# Seven questions on the smearing entropy of copper

A metal has electron states at the Fermi level $E_F$, the energy that separates filled from empty states. A calculation samples these states only at a finite mesh of crystal momenta, and with a sharp cut between filled and empty the result would depend strongly on where the mesh points happen to fall. Smearing rounds the cut: states near $E_F$ are partly filled, over an energy width $\sigma$. The table follows one consequence of this in face-centred cubic copper at ten volumes.

Single-point DFT calculations with Ansatz 0.2.0 for face-centred cubic Cu (one-atom cell): r2SCAN, scalar-relativistic, without spin polarization, plane waves and PAW. The wave cutoff is 500 eV, the k mesh 20×20×20 and the Gaussian smearing width 0.1 eV; the smearing entropy term is given as −TS.

```tsv
volume (Å³/atom)	shortest distance (Å)	smearing entropy term (meV/atom)
10.754	2.478	-1.190
11.098	2.504	-1.200
11.153	2.508	-1.210
11.441	2.529	-1.210
11.784	2.554	-1.230
11.810	2.556	-1.230
11.956	2.567	-1.250
12.127	2.579	-1.270
13.198	2.653	-1.320
13.219	2.654	-1.320
```

Three rows carry most of the discussion: 10.754 Å³ per atom (compressed), 11.441 (close to zero pressure) and 13.219 (strongly stretched).

## 1. What does the last column measure, and why is it negative?

The method assigns an entropy to each partly filled state, by analogy with a state that may be found full or empty. The column gives $-TS$, the amount by which this entropy lowers the free energy, so it is negative in every row. Here $S$ is the entropy and $T$ a formal temperature set by the smearing width. The term belongs to the numerical method and should not be used as the entropy of copper at a working temperature.

## 2. At which volume is the term largest, and by how much?

Its printed size never falls as the crystal expands, and it is largest in the two most stretched rows. From the first row to the last it grows from 1.19 to 1.32 meV per atom. The unrounded values give a growth of about 12 % for a volume increase of 23 %. The effect is plain in relative terms but amounts to little more than a tenth of a millielectronvolt.

## 3. Why does expansion enlarge it?

Only states within about $\sigma$ of the Fermi level are partly filled, so the term counts how many states lie there. Let $g$ be the density of states at $E_F$, in states per eV and atom with both spins included. With Gaussian smearing, a state at distance $\varepsilon$ from $E_F$ contributes $\sigma e^{-(\varepsilon/\sigma)^2}/(2\sqrt{\pi})$ to $TS$. If $g$ hardly varies over the width, and if the mesh is dense enough to sample it well (question 7 returns to this), the sum over states gives

$$TS = \frac{g\,\sigma^2}{2}.$$

At fixed width, then, a larger term means more states per eV at the Fermi level. Theory gives the reason: when atoms move apart, their orbitals overlap less and the bands become narrower. The same number of states then fits into a smaller energy range and lies more densely. The calculation supports the narrowing: an energy range that the printed output calls the band overlap shrinks by 13 % from the first row to the last. The cell has an odd number of electrons, so this range is most likely the width of the half-filled band itself and not an overlap of two neighbouring bands. It describes a whole band, however, and does not give $g$ at the Fermi level directly.

## 4. How close does a free-electron gas come?

The simpler system is a gas of free electrons, one for each copper atom, standing for copper's outer s electron. Its Fermi energy, counted from the bottom of the band, is $E_F=(\hbar^2/2m)(3\pi^2/V)^{2/3}$, where $V$ is the volume per atom and $\hbar^2/2m = 3.81$ eV Å². Its density of states is $g = 3/(2E_F)$.

At $V = 11.441$ Å³ this gives $E_F = 7.18$ eV and $g = 1.5/7.18 = 0.209$ states per eV. With $\sigma = 0.1$ eV,

$$TS = \tfrac12 \times 0.209 \times 0.1^2\ \text{eV} = 1.04\ \text{meV}.$$

The calculation gives 1.21 meV, so the estimate lies 14 % below it, although no constant in it was adjusted to the table. The gas also has the right direction, because its $g$ grows as $V^{2/3}$. Over the whole series it predicts a growth of 15 %, somewhat more than the calculated 12 %.

The analogy ends where copper's real bands matter. Its outer electrons mix with the d states below them and feel the crystal lattice, which a free-electron gas leaves out. The mesh also seems to hide part of the mismatch: a denser one, described in question 7, points to a larger term, which would leave the free-electron estimate roughly a quarter too low. The printed output after this text gives the comparison for every row.

## 5. What would another width or another metal change?

The formula contains the square of the width. Doubling $\sigma$ to 0.2 eV should therefore raise the term at 11.441 Å³ about fourfold, to nearly 5 meV per atom, or to between 5 and 6 meV if the present value is too low, as question 7 suggests. No run with another width is at hand to test this.

For another metal at the same width, the density of states at the Fermi level decides. In copper the d bands lie below that level. In palladium they reach it, and because d bands are narrow and dense, the term should be clearly larger there.

## 6. Does the smearing disturb an equation of state?

An equation of state is drawn from energies at several volumes, so a constant shift does no harm; only its change with volume matters. Smearing also raises the energy itself by $g\sigma^2/4$, which cancels half of the entropy term. The net shift of the free energy is therefore $-TS/2$.

Between 11.441 and 13.219 Å³ this shift changes by about 0.06 meV per atom, while the energy rises by 105 meV. Over the whole series it corresponds to a mean pressure of roughly 0.004 GPa. For practical work on copper at this width, the entropy term is no obstacle. This estimate does not cover the error that a finite mesh may leave in the energy itself.

## 7. Which digits can be trusted?

The column is rounded to 0.01 meV, and its final zero carries no information. Three pairs of neighbouring rows are tied for this reason. The unrounded values even fall by 0.0016 meV between the last two rows. The step is small because the two volumes nearly coincide; per Å³ it is about as steep as the rises elsewhere, so the growth is not strictly steady.

A larger irregularity survives the rounding. Between 11.441 and 12.127 Å³ the term grows by 0.087 meV per Å³, about twice as fast as in the stretches before and after. The free-electron formula has no such change of pace.

The likely reason for both irregularities is the mesh. Of its 8000 points, only about 200 are expected within one width of the Fermi level. Symmetry makes up to 48 of them equivalent, which may leave as few as four or so independent ones. A small shift of a single level can then show in the sum.

The overall rise of the column is no proof against a mesh error common to all rows. When the crystal expands uniformly, much the same mesh points stay close to the Fermi level, so all rows can share one bias. There is a sign of such a bias. Two of the runs also hold a density of states on a denser mesh, 30×30×30. Put into the formula of question 3, it implies a larger entropy term and makes the 20×20×20 value about 15 % too low. That is more than the whole growth from the first row to the last. How much of the growth would remain on the denser mesh is not known, because the most compressed and the most stretched cells have no such density of states here. The order of magnitude and the overall growth are sound readings of this calculation; the decimals, and the exact percentage of growth, may belong to the mesh as much as to copper.

Output of the analysis:

```
Entropy term and free-electron estimate:
     row  TS finer meV/atom  implied states/eV/atom  free-electron TS meV/atom  ratio
  10.754              1.186                  0.2372                      1.002  1.183
  11.098              1.205                   0.241                      1.023  1.177
  11.153              1.206                  0.2412                      1.027  1.175
  11.441              1.213                  0.2425                      1.044  1.161
  11.784              1.232                  0.2464                      1.065  1.157
   11.81              1.235                  0.2469                      1.067  1.157
  11.956               1.25                  0.2501                      1.075  1.163
  12.127              1.272                  0.2544                      1.086  1.172
  13.198              1.325                   0.265                      1.149  1.153
  13.219              1.323                  0.2647                       1.15  1.151
Volume increase from first to last row (percent): 22.92
Growth of the printed size from first to last row (meV/atom): 0.13
Growth from the finer values (meV/atom): 0.1374
Growth from the finer values (percent): 11.59
Growth of the free-electron estimate (percent): 14.75
Shrinkage of the band overlap from first to last row (percent): 12.78
Neighbouring pairs tied in the printed column: 3
Finer change between the last two rows (meV/atom): -0.0016
Slope from 10.754 to 11.441 (meV per cubic angstrom): 0.03886
Slope from 11.441 to 12.127 (meV per cubic angstrom): 0.08688
Slope from 12.127 to 13.198 (meV per cubic angstrom): 0.04921
Mesh points expected within one width of the Fermi level: 194
The same count divided by 48 symmetry operations: 4.042
TS at 11.441 expected for width 0.2 eV (meV/atom): 4.85
Energy rise from 11.441 to 13.219 (meV/atom): 104.8
Change of half the entropy term over the same step (meV/atom): 0.05535
Mean pressure from the smearing shift over the series (GPa): 0.004465
```
